A single puckered layer of phosphorus is stretched or compressed, its atoms relax, and the band gap is computed with the PBEsol functional. A device model can replace such a series by a deformation potential, a constant that says how fast the gap moves with strain. The problem is to find where that replacement fails here, and what in the numbers gives the failure away.

Phosphorus, 4 atoms in a Pmna cell of 3.284 × 34.875 × 4.437 Å (127.05 Å³ per atom), computed with Ansatz 0.2.0 (PBEsol, plane-wave PAW, scalar-relativistic, no spin polarisation). All three cell lengths are scaled equally and held fixed while the atoms relax within the symmetry. Cutoff 420 eV, k mesh 8×1×6, Gaussian smearing 0.02 eV.

```csv
strain (%),energy change (meV/atom),volume change (%),band gap (eV),gap kind
-3.0,20.0,-8.73,0.333,indirect
-1.5,4.8,-4.43,0.523,indirect
1.5,4.3,4.57,0.861,indirect
3.0,16.7,9.27,1.012,indirect
4.5,36.2,14.12,1.009,direct
```

Strain is the percentage by which all three cell lengths are changed. The energy change is counted from the unstrained layer.

**(a) For a bulk crystal, the gap shift under equal strain along all axes can be divided by the relative change of volume. Is that sound here?**

*Solution.* The caption shows a cell about 35 Å high with 127 Å³ for each atom, several times what solid phosphorus needs. Most of the cell is vacuum. The stresses confirm it: normal to the layer they never exceed 0.007 GPa, while the smallest in-plane stress in any row is 0.18 GPa. The program warns that the stresses are loosely converged, but so wide a contrast does not depend on their last digits. Scaling the height therefore strains no bond, and the layer feels only the change of its area.

Between the rows at -1.5 and 1.5 % the gap grows by 0.861 − 0.523 = 0.338 eV. Divided by the change in the logarithm of the volume, this gives 3.8 eV; divided by that of the area, it gives 5.6 eV. The ratio is 3/2 because three lengths were scaled and only two of them belong to the material. Someone who carried the volume constant over to this layer, stretched equally along both in-plane axes in a cell of fixed height, would predict only two thirds of the true shift. The strain of the in-plane lengths is the safe variable, and it is used from here on.

**(b) Build a law for the gap from the rows up to 3 % and use it to predict the row at 4.5 %.**

*Solution.* Small strains shift each electronic level in proportion to the strain, with a weaker quadratic correction as the overlaps between atoms change. The gap is the difference of two levels, so it inherits the same form:

$$E_g(\varepsilon) = E_0 + D\,\varepsilon + Q\,\varepsilon^2 ,$$

where $\varepsilon$ is the strain in percent. The derivation assumes that the same two levels bound the gap at every strain.

A least-squares fit to the four rows from -3 to 3 % gives $E_0$ = 0.6985 eV, $D$ = 0.1131 eV per percent and $Q$ = −0.0029 eV per percent squared. Three constants will pass close to four points almost whatever the physics, so the small misfit proves little. A better test is the unstrained layer, which was not fitted: its gap on the k mesh is 0.702 eV, within 0.01 eV of $E_0$. The two compressed rows describe a layer held flat, since the small cell does not allow the rippling that a free sheet would probably choose.

For 4.5 %, which also took no part in the fit, the law gives

$$0.6985 + 0.1131\times 4.5 - 0.0029\times 4.5^2 \approx 1.15\ \text{eV}.$$

The computed gap is 1.009 eV, so the law is too high by 0.14 eV. A straight line through the same four rows is too high by 0.18 eV. Curvature thus explains only a small part of the shortfall.

The warning is visible in the band gap column itself. From 1.5 to 3 % the gap still rises by (1.012 − 0.861)/1.5 ≈ 0.10 eV per percent, and in the next step it does not rise at all. A smooth law bends gradually; this one stops.

**(c) Which assumption has broken, and why?**

*Solution.* Consider first whether the layer itself has changed. A law with a square and a cube of the strain, fitted to the energy changes up to 3 %, gives an energy at 4.5 % that is only 1.4 % below the computed value. The bonded framework therefore stretches on smoothly. The total energy depends on the filled states only, so whatever broke the gap law left no clear mark on them.

The two edges of the gap, taken from the same runs at the centre of the Brillouin zone, show where to look. In the last step the highest filled level keeps falling at nearly its earlier rate, 68 meV per percent after 76. The lowest empty level had been rising by 24 meV per percent and now falls by 70. Continued straight from 3 %, it would end 0.14 eV above the computed edge, which matches the size of the miss in part (b).

These energies are counted from a zero that belongs to the cell and drifts as vacuum is added, so the separate slopes are not absolute deformation potentials. A drifting zero, however, moves both edges together. It cannot turn one around and leave the other on course.

The natural reading is that two empty levels have crossed. Up to 3 % one of them is the conduction edge; by 4.5 % another has dropped below it. The gap is always measured to whichever empty level is lowest, so it follows one level up to the crossing and the other beyond it. The constants of part (b) describe the first level and carry no information about the second.

Chemical bonding explains why two levels of one layer can respond so differently. A level that is antibonding across a contact is pushed up by the overlap there, and it sinks when the contact is stretched. A level that is bonding across the contact loses stabilisation and rises. An antibonding level lying a little above the conduction edge can therefore drop below it under tension. Which contacts matter here is a guess, because the orbital character of the two levels was not examined.

The gap kind column offers a tempting but weak signal, since it switches from indirect to direct in the very row where the law fails. At -3 % the tabulated gap lies 23 meV below the gap at the zone centre, but at 3 % the difference is already less than 1 meV. The switch of label fits the end of that gradual merging and is by itself no evidence for an exchange of levels.

The band edges were read on a k mesh, so a band extremum or a crossing between its points may have been missed. One row beyond the exchange of levels does not locate it either. If two levels do cross, the gap is expected to peak somewhere between 3 and 4.5 % strain, at a height between about 1.01 and 1.15 eV. Even this window belongs to PBEsol, which makes the gap of such a layer far too small (roughly 2 eV is expected from better theory) and may also misplace the two empty levels relative to each other.

For a strained transistor channel such a crossing would matter more than the missing 0.14 eV. Beyond it, added electrons would enter a different state, and an electron effective mass fitted at small strain would no longer apply. Following both band edges, and not only their difference, can reveal such a change. The output below gives the fits and the edge slopes.

Numerical output:

```
fit of band_gap on 4 rows (strain < 4): constant 0.6823 +/- 0.0069, coefficient of strain 0.1131 +/- 0.0029; rms 0.00976, worst -1.5 -0.0103, leave-one-out rms 0.0224
  rows outside the fit (model, value, miss): 4.5 1.191, 1.009, 0.182
fit of band_gap on 4 rows (strain < 4): constant 0.6985 +/- 0.00092, coefficient of strain 0.1131 +/- 0.0002, coefficient of e2 -0.002889 +/- 0.00014; rms 0.000474, worst 1.5 0.0006, leave-one-out rms 0.00237
  rows outside the fit (model, value, miss): 4.5 1.149, 1.009, 0.14
fit of energy_change on 4 rows (strain < 4): coefficient of e2 2.038 +/- 0.0043, coefficient of e3 -0.06131 +/- 0.0015; rms 0.0401, worst 1.5 0.0784, leave-one-out rms 0.201
  rows outside the fit (model, value, miss): 4.5 35.68, 36.2, -0.519
Edges at Gamma, slopes from the row before:
   row  valence_meV_per_percent  conduction_meV_per_percent  mesh_gap_less_table_meV
  -3.0                      n/a                         n/a                    22.51
  -1.5                   -103.9                       16.72                     13.5
   1.5                   -89.19                       19.74                    2.299
   3.0                   -75.76                       23.71                    0.506
   4.5                   -67.92                      -70.38                   -0.183
Linear law less computed gap at 4.5 %, eV: 0.1821
Quadratic law less computed gap at 4.5 %, eV: 0.1398
Unstrained gap on the mesh, eV: 0.7018
Energy law less computed energy at 4.5 %, % of computed: -1.434
Valence edge continued straight from 3 % less computed at 4.5 %, eV: -0.01177
Conduction edge continued straight from 3 % less computed at 4.5 %, eV: 0.1411
Gap change per unit log volume between -1.5 and 1.5 %, eV: 3.756
Gap change per unit log area between -1.5 and 1.5 %, eV: 5.633
Largest stress normal to the layer, GPa of the cell: 0.007032
Smallest in-plane stress, GPa of the cell: 0.184
```
